For this small fluorinated siloxane, a dearer class of density functional is no guarantee of a better atomization energy. None of the functionals comes within 1 kcal/mol (0.043 eV) of the coupled-cluster reference, itself an estimate of the basis-set limit, and adding exact exchange to PBE or r2SCAN makes the result worse. Exact exchange weakens the binding of this molecule, and the correction for density gradients has already removed the overbinding that this could have cured.

Atomization energies of FH5O4Si2 (SMILES O[Si](O)(O)O[SiH2]F) in the gas phase: free atoms minus molecule, electronic, without zero-point or spin-orbit terms. They were computed with Ansatz 0.2.0 at the PBE0-D4/def2-TZVP geometry of one conformer, not necessarily the lowest, with the functionals in def2-TZVPP. The reference is a focal-point estimate of frozen-core CCSD(T) at the basis-set limit: Hartree–Fock and MP2 correlation are extrapolated from def2-TZVPP and def2-QZVPP, and CCSD(T) less MP2 comes from def2-TZVPP alone. The molecule has 11 bonds (5 Si-O, 1 Si-F, 3 O-H, 2 Si-H).

```
  functional            class  exact exchange, short range (%)  exact exchange, long range (%)  atomization energy (eV)  functional less CCSD(T) (eV)  that difference per bond (eV)  D4 term (eV)
       SPW92              LDA                                0                               0                   59.353                         7.070                          0.643           n/a
      PBE-D4              GGA                                0                               0                   52.092                        -0.191                         -0.017        -0.299
   revPBE-D4              GGA                                0                               0                   50.552                        -1.730                         -0.157        -0.874
     BLYP-D4              GGA                                0                               0                   51.528                        -0.754                         -0.069        -0.651
   r2SCAN-D4         meta-GGA                                0                               0                   51.858                        -0.425                         -0.039        -0.076
      B97M-V         meta-GGA                                0                               0                   51.735                        -0.547                         -0.050           n/a
  r2SCANh-D4    global hybrid                               10                              10                   51.371                        -0.912                         -0.083        -0.081
    B3LYP-D4    global hybrid                               20                              20                   51.414                        -0.869                         -0.079        -0.482
     PBE0-D4    global hybrid                               25                              25                   50.917                        -1.366                         -0.124        -0.255
  r2SCAN0-D4    global hybrid                               25                              25                   50.664                        -1.619                         -0.147        -0.089
    HSE06-D4  screened hybrid                               25                               0                   50.955                        -1.327                         -0.121        -0.239
    BHLYP-D4    global hybrid                               50                              50                   49.695                        -2.587                         -0.235        -0.374
CAM-B3LYP-D4  range-separated                               19                              65                   52.048                        -0.235                         -0.021        -0.260
     LC-wPBE  range-separated                                0                             100                   51.398                        -0.885                         -0.080           n/a
     wB97X-V  range-separated                               17                             100                   51.904                        -0.379                         -0.034           n/a
     wB97M-V  range-separated                               15                             100                   51.980                        -0.303                         -0.028           n/a
      B2PLYP    double hybrid                               53                              53                   51.235                        -1.048                         -0.095           n/a
    PBE-QIDH    double hybrid                               69                              69                   51.046                        -1.237                         -0.112           n/a
```

**LDA to GGA.** The local density approximation, SPW92, binds the molecule too strongly by 7.1 eV, about 14% of the whole atomization energy. It treats each point as part of a uniform electron gas, and this raises the energy of the separate atoms, taken together, more than that of the molecule, because the separate atoms have more space in which the density falls off steeply. A gradient correction therefore lowers the atoms more than the molecule and weakens the computed binding. PBE takes away 7.6 eV in this way. Its dispersion term gives back 0.3 eV, and PBE-D4 ends slightly below the reference.

How much is taken away depends on how strongly the functional responds to steep gradients. revPBE has the same form as PBE but a stronger response in the exchange term, and without dispersion corrections it binds the molecule by a further 2.1 eV less. Two functionals of the same class and cost thus differ by far more than a useful atomization energy can tolerate. The class name alone is a poor guide to accuracy.

The D4 dispersion term hides part of this difference. It lowers the energy of the molecule and so adds to the binding, but its size varies more than tenfold between functionals for one and the same molecule. It is adjusted to what each functional lacks and shouldn't be read as the true dispersion energy. Without it, the error of PBE grows from −0.19 to −0.49 eV, so the small total error in the table belongs to the combination and not to PBE alone.

**Meta-GGA.** r2SCAN-D4 underbinds by 0.4 eV and owes less than 0.1 eV of its binding to D4. With the D4 terms removed, PBE and r2SCAN stand almost level, both about half an electronvolt too low. Both therefore enter the next stretch of the table with no overbinding left.

**Global hybrids.** Here a fraction *a* of the functional's own exchange is replaced by exact exchange, as in Hartree–Fock theory. In a real bond the two electrons of a pair tend to avoid sitting on the same atom. Hartree–Fock theory lacks this correlation, while approximate exchange imitates some of it. Replacing approximate by exact exchange removes part of the imitation, and this is the usual explanation of why the binding falls. The table shows only the sum over all 11 bonds. The loss is expected to lie largely in the bonds to oxygen, while Si–H bonds are expected to change little or even to gain slightly.

If the orbitals hardly change, the energies of atoms and molecule are both linear in *a*, and so is the atomization energy:

D(*a*) ≈ D(0) + *a* × (slope)

The r2SCAN family allows a test. Without D4, the error is −0.501 eV at 0% exact exchange and −1.708 eV at 25%. For the 10% of r2SCANh, the straight line gives −0.501 + (10/25) × (−1.207) = −0.984 eV. The calculation gives −0.993 eV, a row that wasn't used to draw the line. The printed analysis below lists this estimate with the other steps between functionals.

The slope is close to 0.5 eV for every 10% of exact exchange, and PBE to PBE0 shows nearly the same. This suggests a rule for neighbouring molecules rich in Si–O and O–H bonds: exact exchange helps where the parent functional binds too strongly, until it overshoots, and harms where the parent already binds too weakly. It isn't expected to hold for hydrides such as SiH4, whose bonds exact exchange need not weaken. PBE does bind too strongly in many molecules with multiple bonds, such as the oxygen molecule, so its lead over PBE0 here shouldn't be carried over to them. Here both parents bind too weakly, so PBE0-D4 and r2SCAN0-D4 are further from the reference than PBE-D4 and r2SCAN-D4. A larger basis might bring the parents up to the reference or slightly past it. But it would have to add about 0.8 eV of binding to parent and hybrid alike before either hybrid came out ahead, which is more than one would expect.

The rule holds only if nothing else changes. A line from BLYP to BHLYP predicts that 20% of exact exchange should cost about 0.6 eV, yet without D4 B3LYP binds slightly more than BLYP. B3LYP also weakens the gradient correction and mixes in some local correlation, here in the VWN-RPA form. Both changes lead back towards LDA, and the likely reading is that the binding they restore makes up for what exact exchange removes.

**Screened and range-separated hybrids.** HSE06, here in the form usual in plane-wave codes, keeps the exact exchange of PBE0 at short distances and drops it at long ones. Without D4 the two differ by only 0.06 eV, so in this pair the weakening of the bonds comes almost entirely from the short-range part. That part reaches well beyond a bond length in HSE06, whereas the range-separated functionals switch over at about a bond length, so their long-range exact exchange still acts on the bonds. LC-wPBE has none at short range, yet its error is −0.885 eV against −0.49 eV for PBE without D4. The range-separated functionals use much exact exchange at long range and less than 20% at short range, and their errors lie between −0.2 and −0.9 eV. Three of the four come closer to the reference than any global hybrid. CAM-B3LYP fits the simple picture badly: without D4 it binds the molecule by about 0.9 eV more than B3LYP, although it has about as much exact exchange at short range and far more at long range. The four also differ in their other ingredients, so the table can't credit their smaller errors to range separation alone, nor isolate the effect of their long-range exact exchange.

**Double hybrids.** B2PLYP contains about as much exact exchange as BHLYP, but its error is −1.0 eV, against −3.0 eV for BHLYP without D4. The main difference is that a share of the LYP correlation is replaced by correlation from perturbation theory, which is expected to supply explicitly part of what approximate exchange had only imitated. This kind of correlation converges slowly with the basis set, and the functionals were run in a triple-zeta basis while the Hartree–Fock and MP2 parts of the reference are extrapolated to the limit (its CCSD(T) less MP2 part is taken in triple zeta). Some of the remaining underbinding may come from there. Both double hybrids, like LC-wPBE, were also run without any dispersion correction, whereas the functionals ending in -V have one built in, although the D4 column shows "n/a" for all of them. The B2PLYP and PBE-QIDH rows are therefore weak evidence against double hybrids as a class.

The same difference in basis blurs the top of the ranking. PBE-D4, CAM-B3LYP-D4 and wB97M-V lie within about 0.1 eV of one another, and a modest basis correction could reorder them or even turn the smallest underbinding into overbinding. The reference has a basis error of its own, because its step from MP2 to CCSD(T) is taken in triple zeta alone. These runs don't show how large that error is. It would shift every row alike, which could also change which functional comes closest. The shared PBE0-D4 geometry is a lesser concern, since the reference uses it too and each row therefore compares energies at the same structure.

**What to choose.** For an absolute atomization energy, or a heat of formation derived from it, the coupled-cluster route is the sound choice, with zero-point and thermal terms added. To come within 1 kcal/mol of experiment, it also needs core correlation and relativistic effects, including the spin–orbit energies of the free atoms, all of which this reference leaves out. Its step from MP2 to CCSD(T), taken here in triple zeta alone, would also have to be checked in a larger basis. The cost of CCSD(T) grows formally with the seventh power of molecular size, so doubling the molecule multiplies the work by 128. For a double hybrid the factor is 32. Global hybrids cost more than GGAs and meta-GGAs because of the exact-exchange step, and here that extra work buys no accuracy for PBE or r2SCAN.

For reaction energies the demand is milder, because errors cancel when the same kinds of bond stand on both sides. Spread over the 11 bonds, the error of PBE0-D4 is about 12 kJ/mol per bond, while five functionals stay below 4 kJ/mol. These are averages over Si–O, Si–F, O–H and Si–H bonds, and a single bond may behave differently.

A practical rule follows. Write the reaction so that the bond types balance, then compute it with both r2SCAN-D4 and r2SCAN0-D4, which differ by 1.2 eV for the atomization of this molecule. If the reaction energy still shifts by more than the process can tolerate, the bond errors haven't cancelled and a coupled-cluster calculation is worth its price. If it stays put, the choice of exact exchange is no longer the main worry, although an error common to both functionals would remain unseen.

Printed output of the fit:

```
Errors against CCSD(T):
           row  error without D4 (eV)  total error (kJ/mol)  error per bond (kJ/mol)
         SPW92                    n/a                 682.2                    62.04
        PBE-D4                  -0.49                -18.43                    -1.64
     revPBE-D4                 -2.604                -166.9                   -15.15
       BLYP-D4                 -1.405                -72.75                   -6.657
     r2SCAN-D4                 -0.501                -41.01                   -3.763
        B97M-V                    n/a                -52.78                   -4.824
    r2SCANh-D4                 -0.993                -87.99                   -8.008
      B3LYP-D4                 -1.351                -83.85                   -7.622
       PBE0-D4                 -1.621                -131.8                   -11.96
    r2SCAN0-D4                 -1.708                -156.2                   -14.18
      HSE06-D4                 -1.566                  -128                   -11.67
      BHLYP-D4                 -2.961                -249.6                   -22.67
  CAM-B3LYP-D4                 -0.495                -22.67                   -2.026
       LC-wPBE                    n/a                -85.39                   -7.719
       wB97X-V                    n/a                -36.57                   -3.281
       wB97M-V                    n/a                -29.24                   -2.702
        B2PLYP                    n/a                -101.1                   -9.166
      PBE-QIDH                    n/a                -119.4                   -10.81
1 kcal/mol in eV: 0.04336
number of functionals with total error within 1 kcal/mol: 0
number of functionals with error per bond within 1 kcal/mol: 5
smallest total error in units of 1 kcal/mol: 4.405
LDA error in per cent of the reference atomization energy: 13.52
change of atomization energy from LDA to PBE-D4 (eV): -7.261
change from PBE-D4 to revPBE-D4 (eV): -1.539
change from PBE to revPBE without D4 (eV): -2.114
change from PBE-D4 to PBE0-D4 (eV): -1.175
change from PBE to PBE0 without D4 (eV): -1.131
change from r2SCAN to r2SCAN0 without D4 (eV): -1.207
r2SCANh error without D4 estimated by linear interpolation (eV): -0.9838
that estimate less the computed value (eV): 0.0092
change from BLYP to BHLYP without D4 (eV): -1.556
change from BLYP to B3LYP without D4 (eV): 0.054
HSE06 less PBE0 without D4 (eV): 0.055
largest D4 term over smallest: 11.5
cost factor for a molecule twice as large, fifth-power scaling (double hybrid): 32
cost factor for a molecule twice as large, seventh-power scaling (CCSD(T)): 128
```
